Five rows of computed ionisation data for gold and its ions are shown below with their labels removed. Which row belongs to which species, and how much of the assignment survives if the list of candidates is taken away?

Au to Au10+ in NIST's ground configurations, Quantum ESPRESSO ld1.x 7.5: spherical all-electron atom, scalar-relativistic spin-polarised LDA (VWN5), open shells at highest spin, point nucleus. Dirac-Fock column: B-spline radial atomic code 1, Dirac-Coulomb, configuration average, Fermi nucleus. Ionisation energies are differences of total energies. Candidates: Au3+, Au2+, Au4+, Au, Au5+.

```
row  ionisation energy (eV)  −ε(highest occupied) (eV)  highest level mean radius (bohr)  computed less table (eV)  −ε / IE  IE, Dirac-Fock (eV)
  A                 47.0909                     40.236                            1.4387                      2.09    0.854               46.099
  B                 61.3847                     54.120                            1.3868                      1.38    0.882               61.046
  C                 9.91561                     6.3436                            2.8285                     0.690    0.640               7.6892
  D                 76.4120                     68.810                            1.3417                      2.41    0.901               76.810
  E                 33.6834                     27.326                            1.5003                      3.68    0.811               32.079
```

The ionisation energy IE is a difference of total energies from a spin-polarised LDA atom. The column −ε is the binding energy of the highest occupied Kohn-Sham level before the electron leaves, and the mean radius is ⟨r⟩ of that level. "IE, Dirac-Fock" is the same energy difference from four-component Dirac-Coulomb Hartree-Fock (a B-spline radial atomic code) with no correlation, averaged over all states of the configuration. "Computed less table" is the LDA value minus the NIST value.

The radius separates one row from the rest. Row C has 2.83 bohr, the other four lie between 1.34 and 1.50 bohr. Removing one electron from a shell weakens the screening felt by the others and shrinks the orbital by a few per cent. A factor near two cannot arise that way and means a different shell. Among the candidates only the neutral atom has an electron outside 5d, so C is Au, losing its 6s electron.

The other four all lose a 5d electron, and each removal makes the next one harder. An electron in a shell of n feels the nucleus and core together with n − 1 repulsions of size U from its partners, so taking one partner away raises IE by about U. Ordered by IE the rows run E, A, B, D, with steps of 13 to 16 eV in both methods, while the two methods differ from each other by at most 1.6 eV in these rows. With four candidates left the order gives E = Au2+, A = Au3+, B = Au4+, D = Au5+.

That argument assumes that the four rows are neighbours, which the eigenvalues can check. Janak's theorem says that the derivative of the total energy with respect to the occupation f of a level is its eigenvalue, so

IE = −∫ ε(f) df, f from 0 to 1
IE(N) ≈ ½ [ −ε(N) − ε(N−1) ]

where the second line is the trapezoid rule and both eigenvalues belong to the same spin-orbital, in the ion before and after removal. There is no parameter. Pairing E with A gives (27.326 + 40.236)/2 = 33.781 eV against the 33.683 eV of row E, an excess of 0.10 eV. A with B and B with D close equally well, at 0.09 and 0.08 eV. A false pairing fails by about U/2: E with B gives (27.326 + 54.120)/2 = 40.723 eV, 7 eV too high. C with E fails by a similar amount, as it should if another ion lies between them and the shell changes. The remaining tenth of an eV is far above the rounding of the table. Curvature of ε(f) contributes, and the theorem holds only approximately in a scalar-relativistic density built from large components alone; the table does not separate the two.

The chain fixes neighbours, not the absolute charge. For that the six other members of the series (Au+ and Au6+ to Au10+) serve as a scale. If U grows linearly with the charge q as the shell contracts, IE is quadratic in q. Fitted to the Dirac-Fock values of those six ions alone,

IE(q) = 6.41 + 12.36 q + 0.358 q² (eV)

At q = 3 this gives 6.41 + 37.08 + 3.22 = 46.71 eV. Row A, which was not part of the fit, has 46.10 eV, so the curve is 0.61 eV high, small against a step of 14 eV. Read backwards, the curve assigns charges 1.96, 2.96, 3.97 and 4.98 to E, A, B and D. The three coefficients trade against each other and describe only the smooth run of the values.

All five assignments are therefore sure with the list, and the four 5d rows stay sure without it as long as the Dirac-Fock scale is used. Other routes are ambiguous. Screened hydrogenic scaling, √IE linear in q, fitted to the same six ions, returns 3.31, 4.39 and 5.38 for A, B and D, which round correctly with little margin, and −0.91 for C, which is wrong. The error column has no trend that would order the rows: A has 2.09 eV and D 2.41 eV with stated uncertainties near 2 eV, and the column does not run in order of charge. Subtracted from IE it does return the NIST entry, but matching that entry to a table is looking the answer up, not inferring it. The energy of C does not reveal its shell either, since the 5d curve extrapolated to it returns a charge of 0.10. This near agreement does not compare the two shells of the atom. On the 5d curve a charge q belongs to a shell of 11 − q electrons, so q = 0 would stand for an eleventh 5d electron, which the shell cannot hold. One feature marks D independently: it is the only row in which LDA lies below Dirac-Fock, by 0.40 eV.

The rows with their labels:

```
species   Z  charge (e)  electrons       configuration  electron removed from  ionisation energy (eV)  −ε(highest occupied) (eV)  highest level mean radius (bohr)  NIST table (eV)  kind of table value  stated uncertainty (eV)  computed less table (eV)  −ε / IE  IE, Dirac-Fock (eV)
     Au  79           0         79  [Xe] 4f14 5d10 6s1                     6s                 9.91561                     6.3436                            2.8285         9.225554             measured                    4e-06                     0.690    0.640               7.6892
    Au+  79           1         78      [Xe] 4f14 5d10                     5d                 21.3585                     15.624                            1.5765           20.203             measured                    0.025                      1.16    0.731               19.147
   Au2+  79           2         77       [Xe] 4f14 5d9                     5d                 33.6834                     27.326                            1.5003               30               theory                      1.6                      3.68    0.811               32.079
   Au3+  79           3         76       [Xe] 4f14 5d8                     5d                 47.0909                     40.236                            1.4387               45               theory                      1.7                      2.09    0.854               46.099
   Au4+  79           4         75       [Xe] 4f14 5d7                     5d                 61.3847                     54.120                            1.3868               60               theory                      1.9                      1.38    0.882               61.046
   Au5+  79           5         74       [Xe] 4f14 5d6                     5d                 76.4120                     68.810                            1.3417               74               theory                        2                      2.41    0.901               76.810
   Au6+  79           6         73       [Xe] 4f14 5d5                     5d                 96.5416                     88.313                            1.2976               94               theory                        2                      2.54    0.915               93.312
   Au7+  79           7         72       [Xe] 4f14 5d4                     5d                 113.472                     104.95                            1.2638              112               theory                      2.1                      1.47    0.925               110.49
   Au8+  79           8         71       [Xe] 4f14 5d3                     5d                 130.969                     122.18                            1.2332            130.1               theory                      2.2                     0.869    0.933               128.31
   Au9+  79           9         70       [Xe] 4f14 5d2                     5d                 148.968                     139.95                            1.2050              149               theory                      2.2                    -0.032    0.939               146.71
  Au10+  79          10         69       [Xe] 4f14 5d1                     5d                 167.396                     158.18                            1.1787            168.2       semi-empirical                      1.4                    -0.804    0.945               165.69
```

The labels confirm C = Au, E = Au2+, A = Au3+, B = Au4+, D = Au5+, and the full series shows why D is special. The Dirac-Fock steps grow steadily from one ion to the next. The LDA steps do the same except once: from Au5+ to Au6+ the step is 20.13 eV, against 15.03 eV before and 16.93 eV after. Measured against the mean of its two neighbours the excess is 4.15 eV in LDA and 0.03 eV in Dirac-Fock. The occupations of the LDA runs locate it. With the shell filled at highest spin, Au2+ to Au5+ give up spin-down electrons, Au5+ (d⁶) the last of them, and from Au6+ (d⁵) onward the electron comes from the spin-up set.

The trapezoid rule shows that the change of spin carries the whole excess. Pairing Au5+ with the occupied level of Au6+ overshoots by 2.15 eV, because a down level is being averaged with an up level. The same calculation places the empty 5d down level of Au6+ at −84.16 eV, and pairing Au5+ with that level instead reproduces the IE of Au5+ to about 0.07 eV. The up and down levels of Au6+ are 88.31 − 84.16 = 4.15 eV apart, the size of the excess step. Since Janak's theorem ties the two numbers together, this is one fact seen twice: the step is the exchange splitting of the half-filled shell.

Counting pairs gives its form. Averaged over orbitals, two d electrons of opposite spin repel with the Slater integral F⁰, and two of like spin with F⁰ − J, where J = (F² + F⁴)/14 is the mean lowering of a like-spin pair by exchange. Of the 45 pairs of spin-orbitals in a d shell 20 have like spin, so a pair in the configuration average costs F⁰ − (4/9)J. For n electrons at highest spin,

E(high spin) − E(average) = −J [ like-spin pairs − (4/9) n(n−1)/2 ]

An electron that leaves n_σ − 1 partners of its own spin behind then has its IE shifted, relative to the average, by

δ = J [ (n_σ − 1) − (4/9)(n − 1) ]

For Au5+ the lone down electron has no like partner, so δ = J[0 − 20/9] = −2.22 J. For Au6+ the up electron has four, so δ = J[4 − 16/9] = +2.22 J. Elsewhere δ falls by 0.56 J from one ion to the next and vanishes at d¹⁰ and d¹. This is a sawtooth whose one upward jump of 4.44 J stands 5J above the ordinary step, and 5J = 4.15 eV means J = 0.83 eV. The difference LDA minus Dirac-Fock has this shape: it falls from 2.21 eV at Au+ to −0.40 eV at Au5+, jumps to 3.23 eV and falls again. The same count puts the jump of any spherical high-spin l shell at half filling, with an excess of (2l + 1)J over the ordinary step, between f⁸ and f⁷ or between p⁴ and p³.

A fit of LDA minus Dirac-Fock over the ten 5d rows, with a straight background in q plus δ, gives J = 0.84 eV and an rms residual of 0.20 eV; letting J scale as 1/⟨r⟩ lowers it to 0.17 eV. The residuals, printed after this text, are systematic and largest at Au6+, next to the jump, so the count reproduces the jump and only roughly the slopes on either side. The background of about 2 eV lumps together correlation, the LDA error in exchange and the different relativistic treatments, and its slope trades against the slope of δ, so only the jump is interpreted. The Dirac-Fock runs give bare values of J from their Slater integrals, 0.97 eV in Au+ and 1.28 eV in Au8+; the J fitted with the 1/⟨r⟩ scaling is 0.69 and 0.88 eV there, about 0.7 of the bare values. Correlation keeps opposite spins apart as well and so reduces the advantage of like spins, which argues for a reduction of this sign, but its share in the factor is untested.

The column −ε/IE invites a misreading. It rises in every row, from 0.640 to 0.945, yet the shortfall IE + ε also rises in every row, from 3.57 to 9.22 eV. The trapezoid rule explains both: rearranged, it says that IE + ε is half the drop of the eigenvalue on removing the electron, about U/2. For Au3+ that is (54.120 − 40.236)/2 = 6.94 eV against an actual 6.85 eV. With the exact functional the energy is linear in f between integers and −ε equals IE. LDA is curved, and the established cause is that an electron partly repels its own density; the missing −1/r tail of the exchange-correlation potential is another sign of the same error. A self-repulsion scales roughly as the inverse size of the orbital, and the product of shortfall and radius stays between about 9 and 11 eV bohr in all rows, for 6s as for 5d: 3.57 × 2.83 = 10.1 for Au, 9.22 × 1.18 = 10.9 for Au10+. The ratio approaches one only because IE grows much faster than 1/⟨r⟩.

Comparison with NIST is clean for the neutral atom alone, where a measured value exists and neither 6s¹ nor the closed d¹⁰ ion has fine structure. LDA is 0.69 eV above the measured 9.23 eV and Dirac-Fock 1.54 eV below. Breit, QED and recoil terms change the Dirac-Fock value by −0.03 eV, so they are not the reason; the standard explanation is the correlation of 6s with the 5d shell, which the ion loses and Hartree-Fock omits.

For Au+, the other measured case, spin-orbit coupling must be handled before either method is judged. Both calculations average the 5d⁹ ion, whose level of total angular momentum 5/2 (six states) lies lowest and whose 3/2 level (four states) lies Δ higher, so the average sits 0.4Δ above the level to which the measurement refers. Taking Δ as the Dirac-Fock orbital splitting of 1.76 eV, the computed IE must be lowered by 0.70 eV. The LDA error then shrinks from 1.16 to 0.45 eV and the Dirac-Fock deficit grows from 1.06 to 1.76 eV. At the other end the logic reverses: in d¹ the starting ion has its lowest level, of total angular momentum 3/2, at 0.6Δ below the average, so IE rises. With the Au8+ splitting of 2.47 eV as a rough stand-in, the LDA error of Au10+ moves from −0.80 to about +0.7 eV, both within the stated 1.4 eV. The change of sign at the foot of the error column thus says nothing about the functional.

From Au2+ to Au9+ the reference values are themselves theory. The LDA error lies inside the stated uncertainty for Au4+ and for Au7+ to Au10+, and slightly outside it for Au3+, Au5+ and Au6+. Au2+ stands out at 3.68 eV against 1.6 eV. Dirac-Fock is also above the table there, by 2.08 eV, although it falls below both measured values. Averaging explains part of this: the exchange shift of −0.56 J about half an eV, and spin-orbit coupling, if it acts as in Au+, perhaps another 0.7 eV. A reference value that is too low would fit, but this is a guess.

The NIST values do share one feature with LDA: their step from Au5+ to Au6+ is 94 − 74 = 20 eV, between steps of 14 and 18 eV, though each entry carries about 2 eV of uncertainty. Whether real gold ions break at this point is not settled by that. If spin-orbit coupling dominated, the six 5d5/2 electrons would leave first and the break, of size Δ, would fall one ion later, between Au6+ and Au7+. Here Δ is near 2 eV and 5J near 4 eV, neither negligible beside the other, and each calculation leaves out at least one of them in choosing its states. How the excess is shared between the two steps in intermediate coupling is the question that a term-resolved calculation or a measurement on Au5+ to Au7+ would have to answer.

Numerical output:

```
ion    IE+eps  -eps/IE  LDA-DF  LDA-NIST  DF-NIST  uncert.  (eV, ratio excepted)
Au       3.57   0.640    2.23     0.69    -1.54    0.000
Au+      5.73   0.732    2.21     1.16    -1.06    0.025
Au2+     6.36   0.811    1.60     3.68     2.08    1.600
Au3+     6.85   0.854    0.99     2.09     1.10    1.700
Au4+     7.26   0.882    0.34     1.38     1.05    1.900
Au5+     7.60   0.901   -0.40     2.41     2.81    2.000
Au6+     8.23   0.915    3.23     2.54    -0.69    2.000
Au7+     8.52   0.925    2.98     1.47    -1.51    2.100
Au8+     8.79   0.933    2.66     0.87    -1.79    2.200
Au9+     9.02   0.939    2.26    -0.03    -2.29    2.200
Au10+    9.22   0.945    1.71    -0.80    -2.51    1.400
ion   step to next: LDA, DF | mean(-eps, next -eps)-IE | pair count | resid. J const, J~1/r (eV)
Au        11.44    11.46     1.07        -        -        -
Au+       12.32    12.93     0.12     0.00    -0.24    -0.24
Au2+      13.41    14.02     0.10    -0.56    -0.14    -0.10
Au3+      14.29    14.95     0.09    -1.11    -0.04    -0.00
Au4+      15.03    15.76     0.08    -1.67     0.10     0.10
Au5+      20.13    16.50     2.15    -2.22     0.32     0.23
Au6+      16.93    17.18     0.09     2.22     0.36     0.29
Au7+      17.50    17.82     0.09     1.67     0.10     0.10
Au8+      18.00    18.40     0.10     1.11    -0.09    -0.05
Au9+      18.43    18.98     0.10     0.56    -0.20    -0.17
Au10+         -        -        -     0.00    -0.16    -0.16
fits on Au+, Au6+..Au10+: DF IE = 6.41 + 12.36 q + 0.358 q^2 eV; sqrt(IE/Ry) = 0.986 + 0.258 q
hidden row: charge from DF quadratic (fit-table, eV) | LDA quadratic (eV) | DF hydrogenic
Au      0.10 (-1.28) |  0.14 (-1.86) | -0.91
Au2+    1.96 (+0.48) |  1.89 (+1.54) |  2.13
Au3+    2.96 (+0.61) |  2.82 (+2.60) |  3.31
Au4+    3.97 (+0.53) |  3.78 (+3.37) |  4.39
Au5+    4.98 (+0.35) |  4.75 (+3.99) |  5.38
radius ratio Au/Au+ 1.79; largest ratio between 5d neighbours 1.051
excess of step Au5+ to Au6+ over mean of neighbours: LDA 4.15, DF 0.03 eV; jump in LDA-DF 3.63 eV
Au5+ link with empty 5d down of Au6+: mean-IE 0.07 eV; up-down gap 4.15 eV
J const: a 2.02 eV, b -0.048 eV/charge, J 0.836 eV, rms 0.202, worst Au6+
J = k/r: a 2.02 eV, b -0.048 eV/charge, k 1.088 eV bohr, rms 0.167, worst Au6+
bare J: Au+ 0.97, Au8+ 1.28 eV; k/r 0.69, 0.88 eV; ratio 0.71, 0.69
DF 5d splitting: Au+ 1.76, Au8+ 2.47 eV; IE shifts -0.4D = -0.70, +0.6D = 1.48 eV
Au+ referred to lowest level: LDA-NIST 0.45, DF-NIST -1.76 eV
Au10+ likewise (Au8+ splitting, rough): LDA-NIST 0.7, DF-NIST -1.0 eV
Breit+QED+recoil change of DF IE: Au -0.03, Au+ 0.01 eV
LDA error within stated uncertainty: Au4+ Au7+ Au8+ Au9+ Au10+
table rounding of eps and DF IE: 0.0005 eV below 100 eV, 0.005 eV above
```
